# Exchange beyond the direct ring sum, sized for two graphite planes

## Statement

Atomic units, real spin orbitals, $i,j$ occupied and $a,b$ virtual, Mulliken integrals, $\Delta_{ia}=\varepsilon_a-\varepsilon_i>0$, imaginary frequency $\omega=iu$. With $V_{ia,jb}=(ia|jb)$, $A=\Delta+V$ and $B=V$, the sum of all direct ring diagrams is

$$E_c=\tfrac12\Big(\sum_n\omega_n-\mathrm{Tr}A\Big)=\tfrac12\mathrm{Tr}\,BT=\frac1{2\pi}\int_0^\infty\!du\,\mathrm{Tr}\big[\ln(1-\chi_0v)+\chi_0v\big],$$

where $B+AT+TA+TBT=0$, the $\omega_n$ are the positive direct-RPA (dRPA) frequencies and $\chi_0(iu)$ is the independent-particle response. The link to ring coupled cluster doubles is due to Scuseria, Henderson and Sorensen (2008).

**Assumption.** Every vertex is direct: the exchange integrals $(ib|ja)$ and $(ij|ab)$ are dropped.

**First correction.** In the total energy it is the second-order exchange diagram

$$E^{(2)}_x=+\tfrac12\sum_{ijab}\frac{(ia|jb)(ib|ja)}{\Delta_{ia}+\Delta_{jb}} .$$

Its interlayer part vanishes for non-overlapping planes. The interlayer energy is first changed at third order. At order $v_{12}^2$ the change is one exchange insertion inside a plane, which in the ring-dressed series reads

$$\delta E=-\frac1{2\pi}\int_0^\infty\!du\,\mathrm{Tr}\big[(1-\chi_1v_{12}\chi_2v_{21})^{-1}(\delta\chi_1v_{12}\chi_2v_{21}+\chi_1v_{12}\,\delta\chi_2v_{21})\big],\qquad \delta\chi_p=\chi_pf_x\chi_p ,$$

with $\chi_p$ the dRPA response of plane $p$, $v_{12}$ the Coulomb coupling between planes and $f_x$ the exchange kernel. Third order also holds a non-ring term cubic in $v_{12}$, which $\delta E$ does not contain. In the model below that term vanishes, and $\delta E$ strengthens the attraction by about one third.

## Where the assumption enters

The RPA equations are $AX+BY=X\omega$ and $BX+AY=-Y\omega$. Put $T=YX^{-1}$. The first gives $A+BT=X\omega X^{-1}$, so $\mathrm{Tr}BT=\sum_n\omega_n-\mathrm{Tr}A$. It also gives $TA+TBT=Y\omega X^{-1}$, the second gives $B+AT=-Y\omega X^{-1}$, and their sum is the Riccati equation. This is the doubles equation with only particle-hole ring terms and unantisymmetrised integrals. These steps hold for any symmetric $A,B$ with real frequencies.

The diagram sum needs more. A direct ring of $m\ge2$ bubbles contributes $-\frac1{2\pi m}\int du\,\mathrm{Tr}(\chi_0v)^m$, and these terms add up to the logarithm. In the particle-hole basis $\chi_0=-2\Delta/(\Delta^2+u^2)$ is diagonal, and

$$\det(1-\chi_0V)=\frac{\det[u^2+\Delta^{1/2}(\Delta+2V)\Delta^{1/2}]}{\det(u^2+\Delta^2)} .$$

The $\omega_n^2$ are the eigenvalues of $(A-B)^{1/2}(A+B)(A-B)^{1/2}$. They match the numerator because the same $V$ stands in $A$ and $B$, which makes $A-B=\Delta$. This is where the assumption enters. Then $\frac1{2\pi}\int_0^\infty\ln\frac{u^2+\omega^2}{u^2+\Delta^2}\,du=\frac12(\omega-\Delta)$ and $\frac1{2\pi}\int\mathrm{Tr}\chi_0V\,du=-\frac12\mathrm{Tr}V$ close the proof. With antisymmetrised integrals $A-B$ is in general no longer $\Delta$, and the prefactor must be $\frac14$ to reproduce second order.

## Derivation of the correction

**Second order.** The lowest amplitude is $T=-V/(\Delta_{ia}+\Delta_{jb})$, so the ring gives $-\frac12\sum(ia|jb)^2/(\Delta_{ia}+\Delta_{jb})$. The full doubles term is $-\frac14\sum[(ia|jb)-(ib|ja)]^2/(\Delta_{ia}+\Delta_{jb})$; the two squares are equal after relabelling $a\leftrightarrow b$, and the cross term is $E_x^{(2)}$. With $ia$ on plane 1 and $jb$ on plane 2, $(ib|ja)$ contains two cross-gap overlap densities and scales as an overlap squared, $S^2$.

**Third order.** Without overlap $\chi_0$ is block diagonal in the planes. The determinant factorises into two single-plane factors and $\det(1-\chi_1v_{12}\chi_2v_{21})$, so $E_{12}=\frac1{2\pi}\int du\,\mathrm{Tr}\ln(1-\chi_1v_{12}\chi_2v_{21})$. Adding $f_x$ to the intraplane kernel in $\chi_p=\chi_0+\chi_0(v+f_x)\chi_p$ gives $\delta\chi_p=\chi_pf_x\chi_p$, and varying the logarithm gives $\delta E$. To second order in $v_{12}$ the dispersion energy depends on the planes only through their linear responses, so $\delta E$ supplies the only third-order non-ring term of order $v_{12}^2$. A term of order $v_{12}^3$ remains. Doubles with $i,a$ on plane 1 and $j,b$ on plane 2 are coupled to one another by $-(ii'|bb')$ and $-(jj'|aa')$, of the dropped type $(ij|ab)$, and by the ladder integrals $(aa'|bb')$ and $(ii'|jj')$. None of these needs cross-gap overlap. They join a three-vertex loop, the quadratic response, on each plane, and they are absent from $E_{12}$ and $\delta E$, which are even in $v_{12}$. For two spherical atoms each loop needs at least two dipoles and a quadrupole, which gives the $R^{-11}$ term of the dispersion series.

**Kernel of an electron pair.** Take a closed-shell unit with one spatial occupied orbital $i$ and a Kohn-Sham exact-exchange reference, whose local electron-electron potential is the Coulomb potential of $|\phi_i|^2$. Let $K_{ab}=(ia|ib)$ and $J_{ab}=(ii|ab)$. Singlet dRPA has $A=\Delta+2K$, $B=2K$. Exchange adds $-J$ to $A$ and $-K$ to $B$. The Fock operator exceeds the local one by $J-K$ among the virtuals and by zero on $\phi_i$. Hence $A=\Delta+K$ and $B=K$, which is $f_x=-v/2$ inside the unit. It removes the screening of each electron by itself. For one dipole pole,

$$\Omega_d^2=\Delta(\Delta+4K),\qquad \Omega_x^2=\Delta(\Delta+2K),\qquad \delta\Omega^2=-2K\Delta .$$

## Two-plane model

Each plane holds two units per carbon atom. A unit is two electrons with Coulomb repulsion in an isotropic harmonic well of frequency $\omega_0$. Units couple only across the gap, by dipole fields averaged laterally.

*The unit.* With oscillator orbitals the transition density $\phi_s\phi_x$ has Fourier modulus $|k_x|(2\omega_0)^{-1/2}e^{-k^2/4\omega_0}$, so

$$K=\int\!\frac{d^3k}{(2\pi)^3}\frac{4\pi}{k^2}\frac{k_x^2}{2\omega_0}e^{-k^2/2\omega_0}=\frac13\sqrt{\frac{\omega_0}{2\pi}} .$$

The transform of $\phi_x^2-\phi_s^2$ is $-(k_x^2/2\omega_0)e^{-k^2/4\omega_0}$, so the gap shifts by the same integral: $\Delta=\omega_0-K$ to first order in $\kappa=K/\omega_0$. Higher $p$ levels gain oscillator strength only at order $\kappa^2$, so the sum rule gives the polarisability $2/(u^2+\Omega^2)$. Then $\Omega_x=\omega_0+O(\kappa^2)$ while $\Omega_d=\omega_0+K+O(\kappa^2)$. The centre of mass of the pair separates as an oscillator of frequency $\omega_0$ (Kohn's theorem), and dipole fields act on it alone. Its response is purely linear, and a loop of three dipole vertices on one unit vanishes by parity, so the $v_{12}^3$ term is zero here. The ring formula with $\Omega=\omega_0$ is therefore the exact interlayer energy of the model.

*The coupling.* A polarisation wave with components $(P_L,P_z)$ along $\mathbf q$ and the normal produces the potential $2\pi(P_z-iP_L)e^{i\mathbf q\cdot\mathbf r-qz}$ above the plane. The field at the other plane is $2\pi qe^{-qd}\,ww^{T}P$ with $w=(-i,1)$, and the return path has $w^*$. With $n$ electrons per area the sheet polarisability is $n/(u^2+\Omega^2)$, and since $w^\dagger w=2$ the round trip has the single nonzero eigenvalue $s^4/(u^2+\Omega^2)^2$, $s^2=4\pi nqe^{-qd}$. The frequency integral gives the plasmon form, per area,

$$E_{12}=\int_0^\infty\!\frac{q\,dq}{2\pi}\,\tfrac12(\omega_++\omega_--2\Omega),\qquad\omega_\pm^2=\Omega^2\pm s^2 ,$$

$$\delta E=\frac{\partial E_{12}}{\partial\Omega^2}\,\delta\Omega^2=-\frac{K\Delta}{2}\int_0^\infty\!\frac{q\,dq}{2\pi}\Big(\frac1{\omega_+}+\frac1{\omega_-}-\frac2{\Omega_d}\Big).$$

To order $s^4$, $E_{12}=-3\pi n^2/(8\Omega^3d^4)$ and $\delta E/E_{12}=3K\Delta/\Omega_d^2$.

## Size

The compiled lattice constants $a=2.461$ Å (Wikipedia) and $c=6.7076$ Å (Lebedeva 2016) give $d=c/2=3.3538$ Å $=6.338$ bohr, an area per atom $\sqrt3a^2/4=9.365$ bohr$^2$ and, with four valence electrons per atom, $n=0.4271$ bohr$^{-2}$. The input $\omega_0=20$ eV $=0.735\ E_h$ is chosen so that $C_6=12/\omega_0^3=30.2$ a.u. per atom pair takes a value typical of graphitic carbon, about 30 a.u.; the static polarisability is $4/\omega_0^2=7.40$ bohr$^3$ per atom. Then $K=3.10$ eV, $\kappa=0.155$, $\Delta=16.9$ eV, $\Omega_d=22.3$ eV and $\Omega_x=19.8$ eV. The largest $s^2/\omega_0^2$ is 0.58, so all modes are stable. Energies are per atom of the two planes:

| Quantity | meV/atom | Error against the exact model value |
|---|---|---|
| dRPA, $E_{12}(\Omega_d)$ | $-32$ | 29 % |
| exchange insertion $\delta E$ | $-11$ | |
| sum | $-43$ | 5 % |
| exact, $E_{12}(\omega_0)$ | $-46$ | |

The ratio $\delta E/E_{12}$ is 0.34, of which the $s^4$ formula gives 0.32. The bare third-order diagram, with undressed bubbles, gives $3K/\Delta=0.55$, so the insertion has to be made in the ring-dressed response. Terms of order $\kappa^2$ in $\Delta$ and in the pole strength are not controlled; $(\omega_0/\Omega_x)^3$ departs from unity by 4 %, which indicates their size and limits the table to two figures.

*Cross-gap exchange.* In the model $S^2=e^{-\omega_0d^2/2}=4\times10^{-7}$. Real tails decay exponentially. The compiled (0001) work function $\phi=4.7$ eV (Tran 2019) gives $\sqrt{2\phi}=1.11$ Å$^{-1}$ and $S^2\sim e^{-2\sqrt{2\phi}\,d}=6\times10^{-4}$. With $(ib|ja)\sim S^2/d$, $(ia|jb)\sim\mu^2/d^3$ and squared transition dipole $\mu^2=1/2\omega_0$, exchange over direct is $2\omega_0d^2S^2\approx0.03$. This is an order of magnitude without prefactor or sign, a tenth of the intraplane effect.

*Neglected in-plane terms.* These rival the correction. The in-plane screening parameter $2\pi qn/\omega_0^2$ is 1.2 at $q=3/2d$, where the $s^4$ integrand peaks; it is absorbed only on average in the choice of $\omega_0$. Neighbouring units, at spacing $R=(2/n)^{1/2}$, overlap by $e^{-\omega_0R^2/4}=0.4$, so exchange between pairs is not small either.

All these energies are the model's, and the $v_{12}^3$ term of real planes, which needs multipoles beyond the dipole, is not sized by it. Doubled for two neighbouring planes, the attraction is 91 meV/atom and the exchange correction 22 meV/atom. As typical knowledge, graphite binds by roughly 50 meV/atom net of the Pauli repulsion that the model lacks, and dRPA lies within about 10 meV/atom of higher-level estimates, so the model overstates the correction by a factor of two or more.